A crystal of Al₃Ru₂ is pulled apart between a ruthenium plane and the aluminium plane next to it, with every atom held fixed in its own half. The opening $x$ is the distance added between the halves; negative values press them together. The separation energy $E$ is the energy cost per area of the cut, and the traction is its slope, the stress that holds the halves at that opening. Being the slope of the same energies, it is no independent check on them. It is also not the cell stress a plane-wave code prints, which refers to stretching all layer spacings alike.

Rigid, unrelaxed opening of Al₃Ru₂ (I4/mmm, a = 3.073 Å, c = 14.252 Å) along c between a Ru and an Al plane, computed with Ansatz 0.2.0 (PBEsol, plane-wave PAW, scalar-relativistic, no spin polarisation). The runs use a 420 eV cutoff, a 15×15×4 k mesh and 0.15 eV Gaussian smearing. Energies are free energies per area of cut, relative to the unopened crystal.

| opening (Å) | separation energy (mJ/m²) | traction (GPa (slope of the separation energy)) |
| --- | --- | --- |
| -0.3 | 1013 | -75.91 |
| -0.15 | 224.3 | -31.65 |
| 0 | 0 | -0.13 |
| 0.25 | 430.2 | 30.88 |
| 0.5 | 1400 | 44.33 |
| 0.75 | 2550 | 46.24 |
| 1 | 3664 | 42.26 |
| 1.5 | 5463 | 29.29 |
| 2 | 6599 | 16.71 |
| 3 | 7513 | 4.07 |
| 4.5 | 7737 | 0.27 |
| 6 | 7750 | 0.02 |

**(a) Does any row leave the smooth curve expected of a breaking bond?**

*Solution.* Two limits fix the simplest curve. Near equilibrium the traction grows in proportion to $x$, as in a spring; far away it dies roughly exponentially with the overlap of the electron clouds, at least in a functional such as PBEsol, which leaves out the long-range van der Waals attraction. The product of the two behaviours, integrated over $x$, gives the universal binding curve

$$E = W\,u(x/l),\qquad u(t)=1-(1+t)\,e^{-t},$$

where $W$ is the energy of complete separation and $l$ the length over which the attraction fades.

With $W$ and $l$ fitted to the ten rows from $x=0$ upwards, no single row jumps out. The misses come in runs instead. The law lies above the calculation from 0.25 to 1 Å, by up to 93 mJ/m², and below it from 1.5 to 3 Å, by up to 116 mJ/m². At the two largest openings it is too high again, because the fitted plateau exceeds the calculated one. What breaks the pattern is the shape of the whole curve: the calculated crystal starts softer than the law, then lets go faster.

**(b) What makes the start soft and the release fast?**

*Solution.* The shortest contacts across the cut, four Ru–Al pairs per cell area, do not point along the pull. The two planes are only $h=1.254$ Å apart, while the partners are displaced sideways by $p=2.17$ Å. The contact length is therefore

$$d=\sqrt{p^2+(h+x)^2},\qquad \frac{\mathrm{d}d}{\mathrm{d}x}=\frac{h+x}{d}.$$

At $x=0$ this slope is one half: for a small opening, the contact lengthens by only half as much as the halves move apart. A spring's energy goes with the square of its stretch, so such a contact resists the opening with a quarter of the stiffness it would have if it pointed straight across. At large $x$ the slope approaches one, and the bond fades at its full natural rate. A single length $l$ has to compromise between these limits, which can account for the sequence of misses in (a).

If every contact were slanted, the start would be too soft: that version of the law is 127 mJ/m² too low at 0.5 Å. The cell dimensions and neighbour distances imply two further contacts per cell area that do point straight across, Al–Al at 2.75 Å and Ru–Al at 2.87 Å. They stretch by the full opening, so they can be expected to supply the missing early resistance. Let each of the six contacts follow the same law in its own stretch and count equally:

$$E=W\left[\tfrac13\,u\!\left(\frac{x}{\lambda}\right)+\tfrac23\,u\!\left(\frac{d-d_0}{\lambda}\right)\right],$$

with $d_0=2.509$ Å the slanted length at $x=0$ and $\lambda$ the common fading length.

Fitted to the same ten rows, this gives $W=7766$ mJ/m² and $\lambda=0.4625$ Å. Take $x=2$ Å, the worst of the fitted rows:

- Straight contacts: $2/0.4625=4.32$, so $u=0.93$.
- Slanted contacts: $d-d_0=3.913-2.509=1.404$ Å and $1.404/0.4625=3.04$, so $u=0.806$.
- Together: $E\approx7766\times(0.93/3+2\times0.806/3)\approx6580$ mJ/m².

The table has 6599 mJ/m². With as many fitted constants as the plain law, the typical miss shrinks sixfold, as the output below shows. The agreement fits the geometric explanation but does not prove it. The all-straight and all-slanted laws miss in opposite directions at 0.5 and 2 Å, so some blend of the two could be expected to do better whatever the cause, and so could the plain law given one more constant for its shape. Equal weights are also an assumption, and a strong one: they give the two longest contacts two thirds of the starting stiffness. A further assumption is a sum of independent contacts: in a metal, the strength of one bond depends on the others its atoms have. The length $\lambda$ is a fitted number, not a measured property of either bond.

**(c) Where does this model fail, and where could a real kink appear?**

*Solution.* It fails under compression, in rows kept out of the fit because short-range repulsion enters there. At −0.3 Å it overestimates the energy by 11 %. Repulsion missing from the model would make it too low, so that alone cannot be the fault. The model is also 6 % too high at −0.15 Å and 3.5 % too high at 0.25 Å, so it is a little too stiff on both sides of equilibrium. The all-slanted law is too low in these rows, so less weight on the straight contacts would be expected to shrink the miss. The model also puts every contact at its own energy minimum when $x=0$; in the crystal only the sum of their forces has to vanish there, so some may be stretched and others squeezed. How much of the miss each of these explains is not settled here.

On opening, no kink shows at this spacing of rows, and none is expected, because the usual switches are absent. The atoms are frozen, magnetism is excluded, and the smeared occupations of a metal change gradually. If the atoms could relax, strain shared among many layers might suddenly collapse into one gap; if spins were allowed, a cut face might turn magnetic. Either could put a kink in the curve.

The peak traction of about 46 GPa is an ideal figure for a flawless crystal opened rigidly across this plane; the other planes along c were not cut and may part more easily. The final 7750 mJ/m² belongs to one ruthenium and one aluminium face together, and relaxation of the faces would lower it. Extrapolating to zero smearing raises it by 37 mJ/m², more than any miss of the mixed model on the fitted rows, so those last misses should not be read closely. Two errors are not sized here: PBEsol ran on PAW datasets made for PBE, and two unlike faces set up a field across the gap, expected to add a small attraction whose energy fades as $1/x$ rather than exponentially.

Printed output of the fit:

```
fit of separation_energy on 10 rows (opening >= 0): coefficient of (1-(1+opening/s)*exp(-opening/s)) 7830 +/- 37, s 0.6262; rms 69.5, worst 2.0 -116, leave-one-out rms 92.2
  rows outside the fit (model, value, miss): -0.3 1244, 1013, 231; -0.15 263.9, 224.3, 39.6
fit of separation_energy on 10 rows (opening >= 0): coefficient of (1-(1+stretch/s)*exp(-stretch/s)) 7682 +/- 43, s 0.3896; rms 82.4, worst 0.5 -127, leave-one-out rms 106
  rows outside the fit (model, value, miss): -0.3 589.6, 1013, -423; -0.15 146.4, 224.3, -77.9
fit of separation_energy on 10 rows (opening >= 0): coefficient of ((1-(1+opening/s)*exp(-opening/s))/3 + 2*(1-(1+stretch/s)*exp(-stretch/s))/3) 7766 +/- 6, s 0.4625; rms 11.5, worst 2.0 -19.2, leave-one-out rms 13.2
  rows outside the fit (model, value, miss): -0.3 1120, 1013, 107; -0.15 238.1, 224.3, 13.8
Slanted contact and misses (model less table; energies in mJ/m2, tractions in GPa):
    row  contact_A  stretch_per_opening  plain_law  all_slanted   mixed  traction_plain  traction_mixed
   -0.3      2.373                0.402      231.2       -423.4   107.3           -20.8          -11.24
  -0.15      2.437                0.453      39.62       -77.91   13.85          -6.404          -2.608
    0.0      2.509               0.4998          0            0       0            0.13            0.13
   0.25      2.643               0.5691       50.1       -68.46   14.94           2.605          0.5458
    0.5      2.793               0.6281      92.73       -127.4   15.27          0.5975         -0.4482
   0.75      2.956                0.678      84.96       -104.1   2.635           -1.03         -0.4033
    1.0      3.131               0.7199      47.87       -23.05  -3.278          -1.821        -0.09138
    1.5      3.508               0.7851     -56.04        111.9  -11.96          -1.991         -0.3169
    2.0      3.913               0.8316     -115.8          120  -19.24         -0.3288         0.07219
    3.0      4.777               0.8905      -59.4        13.37    -3.2          0.9068          0.1098
    4.5      6.151               0.9355      44.79        -62.3   9.949          0.4105         0.07612
    6.0      7.572               0.9579      74.61       -68.62   14.91          0.0627        0.002333
Length of the straight Al-Al contact across the cut, angstrom: 2.753
Length of the straight Ru-Al contact across the cut, angstrom: 2.873
Largest miss of the plain law on opened rows, mJ/m2: 115.8
Largest miss of the mixed model on opened rows, mJ/m2: 19.24
Rms miss of the plain law over that of the mixed model, opened rows: 6.05
Miss of the mixed model at the strongest compression, percent of the energy there: 10.6
Rise of the last energy on extrapolation to zero smearing, mJ/m2: 36.73
```
